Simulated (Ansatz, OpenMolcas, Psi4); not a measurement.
## A ladder of methods for Ge2H6 (digermane)

Ge2H6 has 8 atoms, charge 0, and is taken as a singlet. SMILES: `[GeH3][GeH3]`. The coordinates come from a PBE0-D4/def2-TZVP relaxation.

Quantity: the vertical ionisation energy (to the doublet cation), in eV. The values are calculated.

| level | kind | program | value (eV) | less CCSD(T)/6-31G* | CPU time (all runs) |
| --- | --- | --- | --- | --- | --- |
| BLYP/6-31G* (spherical functions) | GGA | Psi4 | 9.93 | -0.08 | 98 s |
| r2SCAN/6-31G* (spherical functions) | meta-GGA | OpenMolcas | 10.18 | +0.17 | 1.7 min |
| M06-2X/6-31G* (spherical functions) | hybrid meta-GGA | Psi4 | 10.22 | +0.21 | 47 s |
| wB97X-V/6-31G* (spherical functions) | range-separated hybrid | Psi4 | 11.89 | +1.88 | 15 min |
| DSD-PBEP86/6-31G* (density fitting for correlation, spherical functions) | double hybrid | Psi4 | 10.20 | +0.19 | 43 s |
| RPA@PBE/6-31G* (spherical functions) | RPA | Ansatz | 9.95 | -0.06 | 16 s |
| CCSD(T)/6-31G* (spherical functions) | coupled cluster or CI | Ansatz | 10.01 | 0.00 | 28 s |
| CCSD/6-31G* (spherical functions) | coupled cluster or CI | Ansatz | 10.00 | -0.01 | 21 s |

CCSD(T)/6-31G* (spherical functions) is the highest level here, not the true value. All-electron rows without a relativistic Hamiltonian named are non-relativistic. The values span 9.93 to 11.89 eV. In the correlated wave-function rows the outer d shell of Ge is correlated, in sets not made for it. Times are those of the runs behind each value, whatever else they computed, on shared processors of several kinds: orders of magnitude only.

Apart from wB97X-V, the methods place the vertical ionisation energy between 9.93 and 10.22 eV. This fits removal of an electron from the Ge–Ge σ bond, which is built largely from diffuse 4p functions that overlap weakly and so lies above the Ge–H bonding levels. The hole is shared by two equivalent germanium atoms.

The wB97X-V value of 11.89 eV is out of line with this picture, and range separation alone is unlikely to account for it. The cation calculation probably converged to a higher doublet with the hole in a Ge–H bonding orbital, so the value shouldn't be used to judge the functional.

CCSD and CCSD(T) differ by only 0.01 eV, so the triples contributions to the molecule and the cation nearly cancel. Among the density functionals, exact exchange doesn't order the results: r2SCAN, which has none, lies close to M06-2X. The adiabatic threshold remains undetermined, and should be lower because losing a σ-bonding electron lengthens the Ge–Ge bond.
